The energy followed here is the electronic free energy of a 12-atom cell of silicon carbide, in meV per atom, counted from the run with the narrowest smearing. Smearing replaces the sharp step between filled and empty levels by a smooth function of width $\sigma$, the sweep value in eV. The runs use the PBE functional with cold smearing, and only $\sigma$ changes from row to row. In a crystal with a gap the sharp step is already right, so any change with $\sigma$ is an error of the smearing.

DFTK 0.8.2, plane-wave PBE without spin polarisation, for a 12-atom cell of SiC (P6_3mc) at fixed geometry, with scalar-relativistic norm-conserving pseudopotentials, a 1115.67 eV cutoff, a 4×4×1 k mesh and an SCF tolerance of 1e-6. The sweep value is the cold-smearing width in eV; energies are free energies per atom relative to the 0.01 eV run.

```csv
sweep value,energy less tightest (meV/atom),pressure (GPa),gap (eV),largest force (eV/Å),scf iterations
0.5,4.600,0.516,2.00160,0.166,31
0.3,1.040,0.543,1.99490,0.202,13
0.2,0.000,0.546,1.99500,0.193,17
0.1,0.000,0.546,1.99500,0.194,12
0.05,0.000,0.546,1.99500,0.194,12
0.025,0.000,0.546,1.99500,0.193,15
0.01,0.000,0.546,1.99500,0.193,15
```

**The widest smearing, 0.5 eV**

The first row lies 4.6 meV/atom above the narrowest smearing. Its largest force is 0.166 eV/Å against 0.193 eV/Å, an error of 14 %. The gap of 2.0 eV is four times the width, which looks like ample room. The reason why it isn't enough lies in the shape of the cold occupation function.

Let $x=(\mu-\varepsilon)/\sigma$ be the depth of a level $\varepsilon$ below the Fermi level $\mu$, measured in widths, and let $z=x-1/\sqrt2$. The occupation of the level is

$$f=\tfrac12\left[1+\operatorname{erf}(z)\right]+\frac{e^{-z^2}}{\sqrt{2\pi}} .$$

The shift in $z$ and the second term together cancel the leading error that plain Gaussian smearing makes in a metal. The price is that $f$ isn't confined between zero and one. A level more than about 0.92 widths below $\mu$ holds slightly more than one electron per spin, while a level above $\mu$ always holds more than none.

Now place the Fermi level in the middle of the gap. At this width each band edge is then two widths away, and a level at the valence edge is overfilled by 4 %. The conduction levels add a little more charge, and no level is underfilled to make up for it. The cell would hold too many electrons.

The number of electrons is fixed, however, so the Fermi level has to go where some valence levels hold less than one electron per spin. Such levels exist only if the valence edge lies within 0.92 widths below $\mu$, or above it. Neutrality therefore pulls the Fermi level out of the middle of the gap and down to the valence edge. The insulator is then treated much like a metal, with its topmost valence levels partly emptied and the deeper ones overfilled. This displacement is an argument from the occupation function, and the next row puts it to a numerical test.

**The deceptive row, 0.3 eV**

At 0.3 eV the gap is nearly seven widths, and the printed gap agrees with that of the narrowest smearing to 0.1 meV. Yet the free energy is still 1.04 meV/atom too high, and the largest force is too large by 4 to 5 %. At 0.5 eV the force was too small, so its error changes sign between the two rows. Whoever watches only the gap would pass this row as converged.

The energy can tell whether the Fermi level is still in the middle of the gap. Smearing changes the energy of a valence level, counted from $\mu$, by $-\sigma x(f-1)$. The entropy-like term that belongs to cold smearing adds $\sigma z e^{-z^2}/\sqrt{2\pi}$. With the levels held fixed, the two together give for each valence electron

$$\Delta=\frac{\sigma}{2}\left[x\operatorname{erfc}(z)-\frac{e^{-z^2}}{\sqrt\pi}\right].$$

For a Fermi level at midgap the valence edge lies 1.0 eV below it, so that $x\approx3.3$ and $z\approx2.6$. The bracket is then $7.1\times10^{-4}-6.0\times10^{-4}=1.1\times10^{-4}$. Multiplied by $\sigma/2=0.15$ eV and by the four valence electrons per atom, this comes to about 0.07 meV/atom. It is a ceiling, because it puts every valence electron at the very edge, whereas most lie deeper and contribute less; the conduction levels lower the sum further.

The computed error is 15 times this ceiling. Within this model, a Fermi level at midgap is ruled out for this row. The estimate has no adjustable constant, and its failure is the useful result, since it shows that the electrons aren't arranged as the simple picture of an insulator supposes.

A Fermi level near the valence edge gives the right order of magnitude. For a level one width deep, the formula yields $\Delta\approx0.08\,\sigma$, or some 24 meV per electron at this width. The error for the whole cell is $12\times1.04\approx12$ meV. About half an electron's worth of levels at that depth, out of 48 valence electrons in the cell, would account for it. This is a check of scale only, since the true sum runs over levels at many depths.

**The sudden recovery, 0.2 eV**

One step further down, the energy error is gone to all printed digits. A power law drawn through the two wide rows has an exponent of 2.9 and would leave 0.32 meV/atom here. The error thus doesn't follow this power law but drops out, as it should if the Fermi level is now free to stay inside the gap.

What frees it is the size of the electron surplus. Suppose that $\mu$ lies a distance $d$ above the valence edge, in a gap $G$. The overfilling of the valence edge then falls off roughly as $\exp[-(d/\sigma-1/\sqrt2)^2]$, and the filling of the conduction edge as $\exp[-((G-d)/\sigma+1/\sqrt2)^2]$. Moving $\mu$ upward reduces the first and increases the second. The best compromise makes the two exponents equal, and the surplus that remains is of the order of

$$\exp\left[-\left(\frac{G}{2\sigma}\right)^2\right].$$

At 0.3 eV this is about $10^{-5}$ electrons per edge level, which a program that checks the electron count can still notice. At 0.2 eV it is about $10^{-11}$, which is neutral for every practical purpose. Because the ratio of gap to width enters as a square inside an exponential, a modest narrowing of the smearing turns a forbidden position of the Fermi level into an acceptable one. The same expression carries over to a neighbouring case: half the gap calls for half the width. The gap that counts is the one in the calculation, which PBE makes smaller than the measured gap.

The program's own messages point to the same difficulty with the electron count. During the sweep it reported a surplus of about $4\times10^{-6}$ electrons and a negative density of states, meaning that the electron count fell as the Fermi level rose. That is how overfilled valence levels behave when $\mu$ lies well above them, inside the gap, since their excess then shrinks as $\mu$ moves further away. The output names neither the width nor the step of the run at which this happened. The message therefore shows that the search for a neutral Fermi level met trouble, but not where the Fermi level ended in any row.

**The plateau, 0.1 eV and below**

From 0.2 eV down to 0.01 eV, energy, pressure and gap keep their printed values, and the force changes only in its last digit. The force of 0.193 eV/Å that remains is not caused by the smearing. Its likely source is the atomic positions, which were taken as given and not relaxed. The plateau certifies the smearing width alone. It would be just as flat if the k mesh missed the true band edge.

For practical work, the safe choice in this cell is any width up to 0.2 eV. A wider one brought no clear saving here: the 0.5 eV run took 31 iterations and the 0.3 eV run 13, against 12 to 17 at the narrower widths. The fault is best recognised by repeating a run at a smaller width and comparing free energy and forces, because at 0.3 eV both had moved while the gap had not. The output below lists the departures of each row, the midgap ceiling and the power law through the two widest rows.

The analysis program printed:

```
Departures from the tightest width:
    row  energy_meV_per_atom  force_meV_per_A  pressure_GPa  gap_meV
    0.5                  4.6              -27         -0.03      6.6
    0.3                 1.04                9        -0.003     -0.1
    0.2                    0                0             0        0
    0.1                    0                1             0        0
   0.05                    0                1             0        0
  0.025                    0                0             0        0
   0.01                    0                0             0        0
Midgap picture:
    row  gap_over_width  overfilling_of_edge_level  energy_ceiling_meV_per_atom  log10_smallest_surplus
    0.5            3.99                    0.04175                        29.04                  -1.729
    0.3            6.65                  0.0003144                      0.06887                  -4.801
    0.2           9.975                  3.695e-09                    3.381e-07                   -10.8
    0.1           19.95                  1.834e-38                    3.937e-37                  -43.21
   0.05            39.9                 5.892e-162                   3.058e-161                  -172.9
  0.025            79.8                          0                            0                  -691.4
   0.01           199.5                          0                            0                   -4321
Computed energy error at 0.3 eV over the midgap ceiling (ratio): 15.1
Computed energy error, 0.5 eV over 0.3 eV (ratio): 4.423
Midgap ceiling, 0.5 eV over 0.3 eV (ratio): 421.8
Exponent of a power law through the two wide rows: 2.911
That power law extended to 0.2 eV (meV/atom): 0.3195
Depth below the Fermi level where occupation crosses one (widths): 0.9219
The same depth at a width of 0.3 eV (eV): 0.2766
log10 of the electron surplus named in the warning: -5.362
```
